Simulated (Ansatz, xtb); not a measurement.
# Two isomers of ClH4OSiSn

We compare a, `O[Si@@H](Cl)[SnH2]`, a doublet, with b, `O[SiH2][SnH][Cl]`, a doublet. Both are isolated molecules in the gas phase, relaxed with PBE0-D3(BJ)/def2-SVP; the shapes shown needn't be the lowest conformers.

a (Å):

```xyz
8

Cl    0.2497    1.0498   -1.5800
O     2.3607    0.5419    0.5974
Si    1.3030    1.7156    0.0918
Sn   -0.2736    2.1201    2.0741
H     2.0216    2.9432   -0.3621
H     3.0190    0.2387   -0.0371
H    -1.3749    3.4029    1.7340
H    -1.1928    0.7050    2.4196
```

b (Å):

```xyz
8

Cl   -1.7785    0.4462   -0.0721
O    -0.4251    3.2110   -1.1086
Si    0.9193    2.8275   -0.2216
Sn    0.6227    0.2494    0.1547
H    -1.1871    2.6339   -0.9366
H     2.1409    3.1548   -1.0043
H     0.9837    3.5009    1.1138
H     0.7734   -0.3838    1.7669
```

Quicker runs give these differences E(b) − E(a): GFN2-xTB −15.25 kcal/mol; HF/STO-3G +4.19 kcal/mol (at GFN2-xTB geometries); r2SCAN-D4/def2-SVP −1.74 kcal/mol (at GFN2-xTB geometries).

Task: Estimate E(b) − E(a) at the level CCSD(T)/def2-SVP + ΔMP2/def2-TZVPP.

Result: Not settled: CCSD(T)/def2-SVP + ΔMP2/def2-TZVPP gives E(b) − E(a) = +1.10 kcal/mol, but this leans on the basis-set step: CCSD(T) alone gives +0.17 kcal/mol.

The same difference at several levels:

```csv
level,geometry,E(b) − E(a) (kcal/mol),departure from the last row (kcal/mol),"job, with rough time for the two"
GFN2-xTB,GFN2-xTB,−15.25,−16.35,"optimisation, 0.39 s"
HF/STO-3G,GFN2-xTB,+4.19,+3.09,"single point, 1.7 s"
r2SCAN-D4/def2-SVP,GFN2-xTB,−1.74,−2.83,"single point, 5 s"
PBE0-D3(BJ)/def2-SVP,PBE0-D3(BJ)/def2-SVP,−1.73,−2.83,"optimisation, 1.9 min"
HF/def2-SVP,PBE0-D3(BJ)/def2-SVP,+0.04,−1.06,part of the CCSD(T) run
MP2/def2-SVP,PBE0-D3(BJ)/def2-SVP,+0.89,−0.21,part of the CCSD(T) run
CCSD(T)/def2-SVP,PBE0-D3(BJ)/def2-SVP,+0.17,−0.93,single point
CCSD(T)/def2-SVP + ΔMP2/def2-TZVPP,PBE0-D3(BJ)/def2-SVP,+1.10,,"single point, 49 s"
```

As drawn, b has 1 Cl–Sn, 1 Si–H in place of 1 Cl–Si, 1 Sn–H.

GFN2-xTB, r2SCAN-D4/def2-SVP, PBE0-D3(BJ)/def2-SVP put the two in the other order. HF/def2-SVP, CCSD(T)/def2-SVP find them nearly level. The largest departure from CCSD(T)/def2-SVP + ΔMP2/def2-TZVPP is that of GFN2-xTB, 16.35 kcal/mol. The last row adds to CCSD(T) the change of the MP2 difference between the two basis sets, here +0.93 kcal/mol.

With harmonic frequencies from PBE0-D3(BJ)/def2-SVP (ideal gas, rigid rotor, one conformer each, 298.15 K, 1 atm): on the last row, ΔE + ΔZPE = +2.21 kcal/mol. A mode under 50 cm⁻¹ makes harmonic enthalpies and free energies unreliable, so none is given.

Open shells are spin-unrestricted. The correlated steps freeze 15 core orbitals; the filled d shell of Sn is correlated, in a basis made for valence electrons. Atoms past krypton carry core potentials in the def2 sets, other sets are all-electron and non-relativistic, and no spin–orbit term is included. Programs: Ansatz 0.2.0, xtb 6.7.1; the last row on 2 threads of Intel(R) Xeon(R) Platinum 8375C CPU @ 2.90GHz (Ice Lake) on a shared host.

The two isomers are almost balanced in electronic energy, and the final value of +1.10 kcal/mol only leans towards a. Moving chlorine from silicon to tin gives up a strong, polar Si–Cl bond for a weaker Sn–Cl bond, but the hydrogen moving the other way gains, since Si–H is stronger than Sn–H. The two changes largely cancel. The unpaired electron formally belongs to three-coordinate tin in both isomers, so the exchange doesn't move the radical centre to another element.

The coordinates of b also show the hydroxyl hydrogen pointing towards chlorine, a contact missing in a. This weak internal hydrogen bond probably offsets part of the cost of losing Si–Cl, and its description in a small basis may contribute to the shift on basis enlargement. Zero-point energy moves the balance further towards a, to +2.21 kcal/mol, as expected when a stiffer Si–H oscillator replaces Sn–H. The energy difference therefore mixes bond exchange with a conformational contribution, and isn't a direct measure of relative Si–Cl and Sn–Cl bond strengths.
